**4p levels and spin-orbit gap of 4d monocations: predicting Zr+ and Nb+**

The table holds 4p1/2 and 4p3/2 Kohn-Sham eigenvalues, mean radii and their gap for the singly charged ions Zr+ to Cd+, from spherical, spin-unpolarised Dirac PBE atoms (Quantum ESPRESSO ld1.x). The program fits a quadratic in Z to ε, 1/⟨r⟩ and √gap/Z for the pure-4d ions among Mo+ to Cd+, adds a 5s offset read at Tc+ and Cd+, and predicts the two withheld ions with error bars taken from a trial prediction of Mo+. It also compares three-parameter Landé, (Z − σ)⁴ and power-law forms for the gap, which overshoot the withheld rows by 1.1 to 4.5 per cent. The forecast model misses by 0.06 to 0.53 per cent, always within its bar and always in the same sense: too bound, too compact and too strongly split.

All-electron Dirac Kohn-Sham calculations with the PBE functional for the singly charged 4d-series ions Zr+ to Cd+, run with Quantum ESPRESSO 7.5 (ld1.x). The densities are spherical and spin-unpolarised, and the nucleus is a point charge. Eigenvalues are negative for bound levels.

## The fit in Python

```python
# Table: 4p1/2, 4p3/2 Kohn-Sham eigenvalues (eV), mean radii (bohr) and their gap for 4d +1 ions;
# Quantum ESPRESSO ld1.x, PBE, Dirac, spherical, unpolarised. Tested: smooth pure-d line + 5s offset,
# Lande form of the gap against two rivals; fits use known rows only, withheld rows are predicted.
T = {
    'ion': ['Zr+', 'Nb+', 'Mo+', 'Tc+', 'Ru+', 'Rh+', 'Pd+', 'Ag+', 'Cd+'],
    'Z': [40, 41, 42, 43, 44, 45, 46, 47, 48],
    'N': [39, 40, 41, 42, 43, 44, 45, 46, 47],
    'configuration': ['[Kr] (4d3/2)2 (5s1/2)1', '[Kr] (4d3/2)4', '[Kr] (4d3/2)4 (4d5/2)1', '[Kr] (4d3/2)4 (4d5/2)1 (5s1/2)1', '[Kr] (4d3/2)4 (4d5/2)3', '[Kr] (4d3/2)4 (4d5/2)4', '[Kr] (4d3/2)4 (4d5/2)5', '[Kr] (4d3/2)4 (4d5/2)6', '[Kr] (4d3/2)4 (4d5/2)6 (5s1/2)1'],
    'eigenvalue_4p12': [-40.278, -42.262, -46.858, -54.806, -56.071, -60.74, -65.476, -70.291, -79.799],  # eV
    'eigenvalue_4p32': [-38.506, -40.176, -44.386, -51.865, -52.703, -56.855, -61.023, -65.218, -73.982],  # eV
    'mean_radius_4p12': [1.3474, 1.2839, 1.2184, 1.1526, 1.1086, 1.0619, 1.0193, 0.9803, 0.93943],  # bohr
    'mean_radius_4p32': [1.3783, 1.3154, 1.2497, 1.1827, 1.1398, 1.0931, 1.0507, 1.012, 0.97043],  # bohr
    'gap': [1.772, 2.0863, 2.4716, 2.9409, 3.3675, 3.8846, 4.452, 5.0734, 5.8173],  # eV
}
HELD = [0, 1]  # rows withheld from the fit
import numpy as np
Z = np.array(T['Z'], float); ion = T['ion']; x = Z - 45
s = np.array([1.0 if '5s' in c else 0.0 for c in T['configuration']])
K = [i for i in range(len(Z)) if i not in HELD]
D = [i for i in K if s[i] == 0]; S = [i for i in K if s[i] == 1]
A = lambda k: np.array(T[k], float)
e1, e3, g = A('eigenvalue_4p12'), A('eigenvalue_4p32'), A('gap')
r1, r3 = A('mean_radius_4p12'), A('mean_radius_4p32')
f = lambda v, n=3: ' '.join('%.*f' % (n, u) for u in v)
print('known rows:', ' '.join(ion[i] for i in K), '| rounding floor: e 0.0005 eV, gap 0.00005 eV, r 0.00005 bohr')
print('steps e(4p1/2) eV:', f(np.diff(e1[K])))
print('steps gap eV:', f(np.diff(g[K])))
print('r3/2 - r1/2 bohr:', f((r3 - r1)[K], 4))
print('1000*gap*r1/2^2/Z^2 (eV bohr^2):', f((1e3 * g * r1**2 / Z**2)[K]))
# further outputs of the same runs (eV), typed: 2p, 3p pairs for Mo+, Cd+; 3d5/2 for Mo+..Cd+
p2 = np.array([2580.176 - 2473.613, 3671.512 - 3479.046]); p3 = np.array([397.5344 - 379.9909, 633.2347 - 598.8632])
d5 = -np.array([226.0187, 255.5249, 278.355, 305.89, 334.3542, 363.7563, 399.2222])
p4 = g[[K[0], K[-1]]]; L = np.log(Z[K[-1]] / Z[K[0]]); ex = [np.log(p[1] / p[0]) / L for p in (p2, p3, p4)]
print('Mo+ -> Cd+ splitting factor 2p,3p,4p:', f([p[1] / p[0] for p in (p2, p3, p4)]), '| exponent of Z:', f(ex, 2))
print('2p splitting eV', f(p2, 1), '| 3p eV', f(p3, 1), '| 4p/2p ratio', f(p4 / p2, 4))
m = s[K] == 0
print('5s offset of 3d5/2 at Tc+, Cd+ (eV):', f(d5[~m] - np.polyval(np.polyfit(x[K][m], d5[m], 2), x[K][~m]), 2))
print('--- 3-parameter gap models (line + constant 5s term), residual % on known rows')
M = np.c_[np.ones_like(Z), Z, s]; Ml = np.c_[np.ones_like(Z), np.log(Z), s]
for nm, X, y, inv in (('Lande Z^2(Z-s)^2', M, np.sqrt(g) / Z, lambda u: (u * Z)**2),
                      ('power Z^p', Ml, np.log(g), np.exp), ('(Z-sigma)^4', M, g**0.25, lambda u: u**4)):
    c = np.linalg.lstsq(X[K], y[K], rcond=None)[0]; p = inv(X @ c); re = 100 * (p / g - 1)
    par = c[1] if X is Ml else -c[0] / c[1]
    print('%s: p or screening %.2f; res %s; worst %s' % (nm, par, f(re[K], 2), ion[K[int(np.argmax(abs(re[K])))]]))
    print('   withheld: predicted eV', f(p[HELD]), '| miss %', f(re[HELD], 2))
print('--- forecast model: quadratic on pure-d rows + 5s offset linear in Z')
idt = lambda u, z: u; rec = lambda u, z: 1 / u
Q = [('e(4p1/2) eV', e1, e1, idt), ('e(4p3/2) eV', e3, e3, idt), ('r(4p1/2) bohr', r1, 1 / r1, rec),
     ('r(4p3/2) bohr', r3, 1 / r3, rec), ('gap eV', g, np.sqrt(g) / Z, lambda u, z: (u * z)**2)]
off = {}; out = []
for nm, v, y, inv in Q:
    c = np.polyfit(x[D], y[D], 2); base = np.polyval(c, x); sh = y[S] - base[S]
    sl = np.polyval(np.polyfit(x[S], sh, 1), x)
    yb = np.polyval(np.polyfit(x[D[1:]], y[D[1:]], 2), x[D[0]]); e0 = abs(yb - y[D[0]])
    o = v[S] - inv(base[S], Z[S]); off[nm] = o
    no = inv(np.polyval(np.polyfit(x[K], y[K], 2), x), Z)
    print('%s: max d-row res %.4f; Mo+ backtest miss %+.4f; max res, no 5s term %.4f'
          % (nm, max(abs(inv(base[D], Z[D]) - v[D])), inv(yb, Z[D[0]]) - v[D[0]], max(abs(no - v)[K])))
    print('   5s offset Tc+, Cd+: %s (%s %%)' % (f(o, 4), f(100 * o / inv(base[S], Z[S]), 2)))
    for i in HELD:
        p = base[i] + s[i] * sl[i]
        b = (Z[D[0]] - Z[i]) * e0 + s[i] * max(abs(sl[i] - sh[0]) / 2, 0.15 * abs(sl[i]))
        P = inv(p, Z[i]); B = abs(inv(p + b, Z[i]) - inv(p - b, Z[i])) / 2
        out.append('%s %s: pred %.4f +- %.4f; computed %.4f; miss %+.4f (%.2f%%, %.1f bars); real 5s offset %+.4f'
                   % (ion[i], nm, P, B, v[i], P - v[i], 100 * abs(P / v[i] - 1), abs(P - v[i]) / B,
                      s[i] * (v[i] - inv(base[i], Z[i]))))
print('--- reveal (miss = predicted - computed; offset taken against extrapolated d line)')
for line in out:
    print(line)
print('computed steps Zr+>Nb+>Mo+: e1/2 eV', f(np.diff(e1[:3])), '| gap eV', f(np.diff(g[:3])))
print('withheld r3/2 - r1/2 bohr:', f((r3 - r1)[HELD], 4), '| 1000*gap*r^2/Z^2:', f((1e3 * g * r1**2 / Z**2)[HELD]))
assert np.all(np.diff(g[K]) > 0) and np.all(r3[K] > r1[K])
assert 4 < ex[0] < ex[1] < ex[2] < 8
assert np.all(off['e(4p1/2) eV'] < 0) and np.all(off['gap eV'] > 0)
```

Output:

```
known rows: Mo+ Tc+ Ru+ Rh+ Pd+ Ag+ Cd+ | rounding floor: e 0.0005 eV, gap 0.00005 eV, r 0.00005 bohr
steps e(4p1/2) eV: -7.948 -1.265 -4.669 -4.736 -4.815 -9.508
steps gap eV: 0.469 0.427 0.517 0.567 0.621 0.744
r3/2 - r1/2 bohr: 0.0313 0.0301 0.0312 0.0312 0.0314 0.0317 0.0310
1000*gap*r1/2^2/Z^2 (eV bohr^2): 2.080 2.113 2.138 2.163 2.186 2.207 2.228
Mo+ -> Cd+ splitting factor 2p,3p,4p: 1.806 1.959 2.354 | exponent of Z: 4.43 5.04 6.41
2p splitting eV 106.6 192.5 | 3p eV 17.5 34.4 | 4p/2p ratio 0.0232 0.0302
5s offset of 3d5/2 at Tc+, Cd+ (eV): -3.80 -5.16
--- 3-parameter gap models (line + constant 5s term), residual % on known rows
Lande Z^2(Z-s)^2: p or screening 24.03; res 0.38 -0.17 -0.14 -0.16 -0.08 0.06 0.14; worst Mo+
   withheld: predicted eV 1.805 2.108 | miss % 1.85 1.06
power Z^p: p or screening 6.31; res 1.13 -0.60 -0.45 -0.55 -0.31 0.19 0.60; worst Mo+
   withheld: predicted eV 1.852 2.147 | miss % 4.52 2.91
(Z-sigma)^4: p or screening 16.41; res 0.60 -0.29 -0.22 -0.26 -0.14 0.09 0.25; worst Mo+
   withheld: predicted eV 1.819 2.120 | miss % 2.66 1.61
--- forecast model: quadratic on pure-d rows + 5s offset linear in Z
e(4p1/2) eV: max d-row res 0.0113; Mo+ backtest miss -0.0994; max res, no 5s term 2.7429
   5s offset Tc+, Cd+: -3.3741 -4.6589 (6.56 6.20 %)
e(4p3/2) eV: max d-row res 0.0093; Mo+ backtest miss -0.0825; max res, no 5s term 2.7043
   5s offset Tc+, Cd+: -3.3280 -4.5800 (6.86 6.60 %)
r(4p1/2) bohr: max d-row res 0.0001; Mo+ backtest miss -0.0015; max res, no 5s term 0.0063
   5s offset Tc+, Cd+: -0.0080 -0.0053 (-0.69 -0.57 %)
r(4p3/2) bohr: max d-row res 0.0001; Mo+ backtest miss -0.0009; max res, no 5s term 0.0072
   5s offset Tc+, Cd+: -0.0091 -0.0063 (-0.76 -0.65 %)
gap eV: max d-row res 0.0008; Mo+ backtest miss +0.0048; max res, no 5s term 0.0349
   5s offset Tc+, Cd+: 0.0443 0.0699 (1.53 1.22 %)
--- reveal (miss = predicted - computed; offset taken against extrapolated d line)
Zr+ e(4p1/2) eV: pred -40.4930 +- 0.5893; computed -40.2780; miss -0.2150 (0.53%, 0.4 bars); real 5s offset -2.3883
Nb+ e(4p1/2) eV: pred -42.3469 +- 0.0994; computed -42.2620; miss -0.0849 (0.20%, 0.9 bars); real 5s offset +0.0000
Zr+ e(4p3/2) eV: pred -38.6925 +- 0.5514; computed -38.5060; miss -0.1865 (0.48%, 0.3 bars); real 5s offset -2.3903
Nb+ e(4p3/2) eV: pred -40.2480 +- 0.0825; computed -40.1760; miss -0.0720 (0.18%, 0.9 bars); real 5s offset +0.0000
Zr+ r(4p1/2) bohr: pred 1.3446 +- 0.0052; computed 1.3474; miss -0.0028 (0.21%, 0.5 bars); real 5s offset -0.0081
Nb+ r(4p1/2) bohr: pred 1.2829 +- 0.0016; computed 1.2839; miss -0.0010 (0.08%, 0.6 bars); real 5s offset +0.0000
Zr+ r(4p3/2) bohr: pred 1.3757 +- 0.0040; computed 1.3783; miss -0.0026 (0.19%, 0.7 bars); real 5s offset -0.0095
Nb+ r(4p3/2) bohr: pred 1.3145 +- 0.0010; computed 1.3154; miss -0.0009 (0.06%, 0.9 bars); real 5s offset +0.0000
Zr+ gap eV: pred 1.7812 +- 0.0126; computed 1.7720; miss +0.0092 (0.52%, 0.7 bars); real 5s offset +0.0228
Nb+ gap eV: pred 2.0901 +- 0.0043; computed 2.0863; miss +0.0038 (0.18%, 0.9 bars); real 5s offset -0.0000
computed steps Zr+>Nb+>Mo+: e1/2 eV -1.984 -4.596 | gap eV 0.314 0.385
withheld r3/2 - r1/2 bohr: 0.0309 0.0315 | 1000*gap*r^2/Z^2: 2.011 2.046
```
